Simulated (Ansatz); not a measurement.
# A series in volume per atom on CeO₂

Results calculated with Ansatz 0.2.0 development build, not measured. Equation of state of a cubic crystal from periodic Kohn-Sham density functional theory without spin; pressure corrected for the finite basis.

Cell of the first row (space group Fm-3m, No. 225):
```
CeO2
1.0
      0.0000     2.6765     2.6765
      2.6765     0.0000     2.6765
      2.6765     2.6765     0.0000
Ce O
1 2
Direct
  0.00000 0.00000 0.00000
  0.25000 0.25000 0.25000
  0.75000 0.75000 0.75000
```

Settings of every row: formula CeO2; structure type fluorite; functional PBE; spin treatment none; k mesh 34x34x34; occupation method fermi-dirac; occupation width 0.061225619 eV; wave cutoff 420 eV; datasets soft-1 PAW; density cutoff ratio 4.

| row | volume per atom (Å³) | pressure (GPa) | energy above lowest point (meV/atom) |
| --- | --- | --- | --- |
| 1 | 12.782 | 12.319 | 29.65 |
| 2 | 13.054 | ? | ? |
| 3 | 13.326 | 3.665 | 3.05 |
| 4 | 13.598 | 0 | 0 |
| 5 | 13.87 | -3.285 | 2.84 |
| 6 | 14.142 | -6.228 | 10.95 |
| 7 | 14.414 | -8.864 | 23.8 |

Question: what pressure and energy above lowest point should row 2 give?

Worked fit of pressure. Take u = (V_r/V)^(2/3) − 1 with V_r = 13.734 Å³ an atom, which is twice the finite (Eulerian) strain; such expansions in the strain, on which the Birch-Murnaghan equation of state is built, carry the rest volume and the bulk modulus. The shown rows have u = 0.04906, 0.02031, 0.00666, -0.00655, -0.01933, -0.0317. Least squares give pressure = −1.6874 + 248.616 × u + 721.06 × u² + 625.5 × u³ GPa; a parabola predicts inner rows, each left out in turn, worse (root mean square 0.012 against 0.00086 GPa). The rows lie off it by 0.000, 0.000, -0.001, 0.000, 0.000, 0.000. The pressure vanishes at u = 0.0067, or V = 13.6 Å³ an atom, and there the bulk modulus at fixed shape and fractions is B = −V dP/dV = (2/3)(1 + u) dP/du = 173 GPa. The withheld row has u = 0.03443, so the fit gives −1.6874 + 248.616 × (0.03443) + 721.06 × (0.03443)² + 625.5 × (0.03443)³ = 7.753 GPa.

The calculation gave 7.754 GPa. The fit lies 0.001 GPa (0.0047 % of the column's range) below it, one unit of the last digit.

Worked fit of energy above lowest point. Take u = (V_r/V)^(2/3) − 1 with V_r = 13.734 Å³ an atom, which is twice the finite (Eulerian) strain; such expansions in the strain, on which the Birch-Murnaghan equation of state is built, carry the rest volume and the bulk modulus. The shown rows have u = 0.04906, 0.02031, 0.00666, -0.00655, -0.01933, -0.0317. Least squares give energy above lowest point = 0.721 − 216.81 × u + 16248.8 × u² + 3869 × u³ meV/atom; a parabola predicts inner rows, each left out in turn, worse (root mean square 0.078 against 0.0071 meV/atom). The rows lie off it by 0.00, 0.00, 0.00, 0.00, -0.01, 0.00. Its lowest point lies at u = 0.0067, or V = 13.6 Å³ an atom, and the curvature there gives the bulk modulus at fixed shape and fractions, B = (4/9)(1 + u)² E″(u)/V = 173 GPa. The withheld row has u = 0.03443, so the fit gives 0.721 − 216.81 × (0.03443) + 16248.8 × (0.03443)² + 3869 × (0.03443)³ = 12.68 meV/atom.

The calculation gave 12.69 meV/atom. The fit lies 0.01 meV/atom (0.034 % of the column's range) below it, one unit of the last digit.
